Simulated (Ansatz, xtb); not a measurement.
**Two isomers of B2F2HN**

We compare I, `FB=NBF`, a singlet, with II, `N=BB(F)F`, a singlet. Both are isolated molecules in the gas phase, relaxed with PBE0-D3(BJ)/def2-SVP; the shapes shown needn't be the lowest conformers.

I (Å):

```json
{"atom": "B", "x (Å)": "-1.1451", "y (Å)": "1.1612", "z (Å)": "-0.1568"}
{"atom": "B", "x (Å)": "0.0932", "y (Å)": "-0.6325", "z (Å)": "-1.6766"}
{"atom": "F", "x (Å)": "-0.5626", "y (Å)": "1.6442", "z (Å)": "0.9358"}
{"atom": "F", "x (Å)": "0.6719", "y (Å)": "-1.4999", "z (Å)": "-2.4265"}
{"atom": "N", "x (Å)": "-0.4751", "y (Å)": "0.2154", "z (Å)": "-0.9453"}
{"atom": "H", "x (Å)": "-2.2509", "y (Å)": "1.5698", "z (Å)": "-0.4251"}
```

II (Å):

```xyz
6

B     0.0336    0.1527   -0.0892
B     0.3872   -0.9273    1.1541
F    -0.4379   -1.9013    1.4758
F     1.5013   -0.8365    1.8493
N    -0.2271    0.9491   -1.0060
H    -0.4368    1.5895   -1.7432
```

Energies in hartree; the thermal terms are from PBE0-D3(BJ)/def2-SVP harmonic frequencies (ideal gas, rigid rotor, one conformer each, 298.15 K, 1 atm) and include the zero-point energy:

|  | I | II |
| --- | --- | --- |
| E, CCSD(T)/def2-TZVP | −304.474688 | −304.458757 |
| zero-point energy | 0.027541 | 0.028278 |
| H(298 K) − E | 0.033576 | 0.034371 |
| G(298 K) − E | −0.000880 | 0.000516 |

**Question.** Work out ΔE, ΔE₀, ΔH and ΔG for I → II in kJ/mol (1 Eh = 2625.50 kJ/mol) and the equilibrium ratio [II]/[I].

**Answer.** 1. ΔE = −304.458757 − (−304.474688) = +0.015931 Eh = +41.83 kJ/mol.
2. ΔE₀ = ΔE + ΔZPE = +0.015931 + (+0.000737) Eh = +43.76 kJ/mol.
3. ΔH = ΔE + (+0.000795) Eh = +43.91 kJ/mol.
4. ΔG = ΔE + (+0.001396) Eh = +45.49 kJ/mol, so ΔS = (ΔH − ΔG)/T = −5.3 J/(mol K).
5. kT = 0.9442 mEh, so K = [II]/[I] = exp(−ΔG/kT) = exp(−18.35) ≈ 1.1 × 10^−8.

Structure I is favoured at this temperature. An error of 4 kJ/mol in ΔG would change K by a factor of 5. Mirror images and further conformers aren't counted.

As drawn, II has 1 B–B, 1 N–H in place of 1 B–N, 1 B–H.

Other levels gave ΔE = +116.1 (GFN2-xTB); +105.9 (HF/STO-3G, GFN2-xTB geometries); +59.5 (r2SCAN-D4/def2-SVP, GFN2-xTB geometries); +55.7 (PBE0-D3(BJ)/def2-SVP); +71.7 (HF/def2-TZVP); +46.4 (MP2/def2-TZVP) kJ/mol. The correlated steps freeze 5 core orbitals. Programs: Ansatz 0.2.0, xtb 6.7.1.

The preference for I is electronic: zero-point and thermal terms only add slightly to it, and every listed method gives the same sign. Both isomers keep two B–F bonds and a short, iminoborane-type BN multiple bond, so the contest is essentially B–N plus B–H against B–B plus N–H. The N–H bond is the stronger of the two bonds to hydrogen, but this doesn't make up for replacing a strong, polar B–N bond with a B–B bond between two electron-poor atoms.

The nearly linear B–N–B unit in I suggests that nitrogen also shares π density with both borons, giving some allene-like character. In II the second boron has no nitrogen neighbour and relies mainly on π donation from its two fluorines. Hartree–Fock exaggerates the gap relative to MP2 and CCSD(T) in the same basis, so electron correlation favours II without overturning the order. The result doesn't show that I would persist in bulk, since unhindered iminoboranes readily oligomerise.
